## Question

The table lists Kohn–Sham levels of GaP from the PBE functional, and the quasiparticle levels that a one-shot G0W0 calculation makes of them. The labels v1 and v2 mark the highest and second highest filled bands, c1 and c2 the lowest and second lowest empty ones. The columns b and c give the second and third fractions of the k point. The first fraction is zero throughout, so (0, 0) is the zone centre Γ, (0, -0.5) is the point L, and (0.1667, 0.1667) lies a third of the way from Γ to X.

The levels of GaP (F-43m, conventional a = 5.451 Å, relaxed with r2SCAN) were computed with Ansatz 0.2.0 by one-shot G0W0 on PBE, using plane-wave PAW, no spin polarisation, a 420 eV cutoff, a 6×6×6 k mesh, 300 empty bands and a 220 eV screening cutoff. Kohn–Sham and quasiparticle levels each count from their own valence top. The first k-point fraction is 0 in every row.

```csv
band,b (fraction of the reciprocal vector),c (fraction of the reciprocal vector),kohn sham level (eV),quasiparticle level (eV),exchange less vxc (eV),correlation (eV)
v2,0,0,0.000,0.000,-1.748,1.079
v1,0,0,0.000,0.000,-1.748,1.079
c1,0,0,1.825,2.580,4.465,-4.379
c2,0,0,3.881,4.632,4.562,-4.480
v2,0,0.1667,-0.371,-0.383,-1.852,1.171
v1,0,0.1667,-0.371,-0.383,-1.852,1.171
c1,0,0.1667,2.412,3.157,4.418,-4.342
c2,0,0.1667,4.429,5.190,4.747,-4.655
v2,0,0.3333,-0.907,-0.946,-2.089,1.381
v1,0,0.3333,-0.907,-0.946,-2.089,1.381
c1,0,0.3333,1.897,2.604,4.202,-4.164
c2,0,0.3333,4.806,5.561,4.834,-4.748
v2,0,-0.5,-1.119,-1.169,-2.191,1.473
v1,0,-0.5,-1.119,-1.169,-2.191,1.473
c1,0,-0.5,1.670,2.365,4.121,-4.095
c2,0,-0.5,4.710,5.454,4.756,-4.682
v2,0.1667,0.1667,-1.002,-1.035,-2.066,1.364
v1,0.1667,0.1667,-1.002,-1.035,-2.066,1.364
c1,0.1667,0.1667,2.772,3.487,4.295,-4.249
c2,0.1667,0.1667,3.799,4.508,4.615,-4.575
v2,0.1667,-0.5,?,?,?,?
v1,0.1667,-0.5,?,?,?,?
c1,0.1667,-0.5,?,?,?,?
c2,0.1667,-0.5,?,?,?,?
```

(a) Explain what the correction does to filled and to empty states, using the columns for exchange and correlation.

(b) The results at (0.1667, -0.5) are hidden. Their Kohn–Sham levels will be handed over once your answer is in. State a rule that turns each of them into a quasiparticle level, with a range, and say what symmetry tells you about v1 and v2.

(c) Compare your forecasts with the computed values and account for the misses.

## Model answer

### (a) Two large terms that nearly cancel

PBE gives every electron the same local exchange–correlation potential, called vxc, whether its state is filled or empty. G0W0 replaces it by an exchange term, which does tell filled from empty states, and a correlation term, which describes how the other electrons screen the interaction. The printed quasiparticle level is the Kohn–Sham level plus "exchange less vxc" plus "correlation", counted from the same sum at the valence top. That top is therefore zero by definition, and only relative shifts can be read from the levels.

At Γ, exchange less vxc is -1.748 eV for the valence top and 4.465 eV for c1. Exchange alone would thus widen this gap by about 6.2 eV. Correlation pushes the other way, up for the filled state and down for the empty one, and takes back about 5.5 eV. What survives is an opening of 0.755 eV.

The physical reason is standard. Bare exchange binds a filled state strongly, because it removes the repulsion of the electron with itself and keeps electrons of like spin apart. An empty state gains much less from it. In a semiconductor, however, the other electrons rearrange around an added electron or a hole, and this screening weakens the contrast between filled and empty.

The same contest decides how much the correction stretches the valence band. From Γ to L, the exchange term of v1 falls by 0.443 eV, which alone would stretch the band there by about 40 % of its Kohn–Sham depth. Correlation rises by 0.394 eV over the same path and cancels nearly nine tenths of that. The valence states at L therefore sink by only 0.05 eV.

So the correction looks simple although its parts are not. At the known points, empty states move up by nearly the same amount, and filled states keep their places apart from a slight stretch. A Hartree–Fock calculation, which has exchange without screening, would show the uncancelled version: a gap far too wide and valence bands too broad. A hybrid functional, which mixes in a fraction of exchange, moves the levels in the same direction but less far than Hartree–Fock does.

### (b) A rule and its range

The rule needs an offset for the empty states and a possible stretch for each kind of state. A least-squares fit to the twenty known rows gives, with energies in eV:

- empty states: quasiparticle level = 0.700 + 1.010 × Kohn–Sham level
- filled states: quasiparticle level = 1.04 × Kohn–Sham level

The filled states have no offset because their top is the zero of energy. The known v1 and v2 are degenerate, so each pair counts twice in the fit but carries the information of one level.

Energy is not the whole story, and this sets the range. At Γ and at L, c1 has similar Kohn–Sham levels, 1.825 and 1.670 eV, yet it rises by 0.06 eV less at L. No rule that varies only gently with energy can follow such a difference. The known empty states scatter about the line by 0.02 eV (root mean square), and a new k point deserves a wider margin than that.

Symmetry helps with the filled pair. In this structure v1 and v2 are degenerate along the lines from Γ to L and from Γ to X, on which all the known points lie. On the first line, either one fraction alone differs from zero or all three are equal. On the second, one fraction is zero and the other two are equal. The values 0.1667 and -0.5 fit neither pattern.

The forecasts are these:

1. **v1 and v2** should be split, since no symmetry holds them together here. The point lies on the line from L to X. Zincblende crystals usually have their upper valence pair deeper at X than at L, so v2 is expected below the pair at L.
2. **Each of v1 and v2** sinks by 2.5 to 5.5 % of its Kohn–Sham depth; the rule's own value is 4 %. This may be an extrapolation, since no known filled level lies deeper than the pair at L.
3. **Each of c1 and c2** has its quasiparticle level within 0.06 eV of the rule's value.

At the three known points farthest from Γ, c1 lies slightly below the line. The deviation is well inside the range of 0.06 eV, so the forecast for c1 is left where the rule puts it.

### (c) The computed values

The withheld rows as computed:

```csv
band,b (fraction of the reciprocal vector),c (fraction of the reciprocal vector),kohn sham level (eV),quasiparticle level (eV),exchange less vxc (eV),correlation (eV)
v2,0.1667,-0.5,-2.565,-2.624,-2.595,1.867
v1,0.1667,-0.5,-1.625,-1.690,-2.377,1.644
c1,0.1667,-0.5,2.735,3.426,4.261,-4.239
c2,0.1667,-0.5,4.675,5.394,4.818,-4.768
```

Take c1 as the worked case; it had no part in the fit. Its Kohn–Sham level is 2.735 eV, so the rule gives 0.700 + 1.010 × 2.735 = 3.46 eV. The calculation gives 3.426 eV. The forecast is too high by 0.04 eV, which is inside the range.

The level c2 is also inside its range, with a forecast 0.03 eV too high. Both empty states thus rise less than the rule says, and c1 rises less than any known empty level. That fits the low position of c1 at the points far from Γ. It is tempting to blame the orbitals: at Γ, c1 is built from s orbitals, while elsewhere p orbitals mix in. But c2 at Γ is mainly of p type, and it rises by 0.751 eV, almost exactly as much as c1 there. A simple difference between s and p therefore does not explain the smaller rise, and the table leaves its cause open.

The symmetry argument holds. The two filled levels are split by 0.94 eV in the Kohn–Sham calculation, and v2 lies far below the pair at L. Of the two forecasts for the stretch, one succeeds: v1 sinks by 4.0 % of its depth, as the rule says.

The other fails. The level v2 sinks by 2.3 % of its depth, just below the lower end of the range, and the rule places it 0.04 eV too deep. Although v2 starts much deeper than v1, it sinks by slightly less in absolute terms. The stretch that held for the upper part of the valence band does not simply continue downwards.

The two columns show where this miss arises. Relative to the valence top, exchange lowers v2 by 0.847 eV and correlation raises it by 0.788 eV, so correlation cancels 93 % of the exchange term. At L it cancelled 89 %. With that smaller share, v2 would have sunk by about 0.09 eV, well within the forecast. When a small result is left over from two large terms, a change of a few per cent in their balance is enough to spoil a rule. The numbers locate the change in balance but not its cause.

## Remarks on the reasoning

**What was really predicted.** The positions of the bands came from the Kohn–Sham levels, which the rule takes as input. The rule itself forecasts only the correction, so its misses should be measured against the size of that correction. For c1 and c2 they amount to about 5 % of the rise, a good result for so simple a rule. For v2 the forecast lowering is nearly twice the computed one, even though the error in eV is similar.

**Whether the stretch is needed.** A plain scissors shift raises all empty levels by one constant and leaves the filled ones alone. Fitted to the same twenty rows, that constant is 0.73 eV, and it comes within 0.05 eV of all twelve empty levels, the hidden two included. It does a little worse than the longer rule for the hidden c1 and a little better for c2, so the slope of 1 % for empty states has not earned its place. The slope for filled states has a better claim, since it improves both hidden filled levels, though v2 only modestly.

**When a constant shift is good enough.** At the points in these tables, one number places every empty level to within 0.05 eV. That does not make it safe for the whole zone, nor for comparing two minima of the conduction band. PBE puts c1 at L below c1 at Γ by 0.155 eV, and G0W0 widens this to 0.215 eV. The difference of 0.06 eV is more than twice the thermal energy at room temperature, so it would alter how electrons share themselves between the two. A constant shift cannot produce it. No convergence test is given for differences this small, however, so its exact size is uncertain.

**A slip to avoid.** The c1 level at L is the lowest empty level in the table, but it does not give the band gap. On the mesh of this run the conduction minimum is at X, which is not among the tabulated points. There G0W0 opens the gap by only 0.54 eV. The constant of 0.73 eV would overshoot this band gap by about 0.19 eV, and the longer rule does hardly better. A correction fitted at some k points has to be checked at the one that sets the gap.

**What the ranges mean.** They state how closely the rule was expected to reproduce this calculation at the hidden point, not how closely the calculation reproduces a crystal. Gaps from this kind of run typically fall 6 to 9 % short of the limit of a complete basis, which at Γ would be about 0.2 eV, several times the range given for the empty states. Spin–orbit coupling is left out as well. It would split the valence top by roughly 0.1 eV, more than any filled level in the tables shifts relative to the valence top.

**Which part of the answer to trust most.** Adding exchange and correlation for single states suggests that the gap at Γ opens mainly because the valence top moves down, by 0.669 eV, while c1 moves up by only 0.086 eV. A careful answer does not lean on this division. Shifts of single levels usually converge more slowly with basis size than differences between levels do. The opening of the gap is the firmer result.
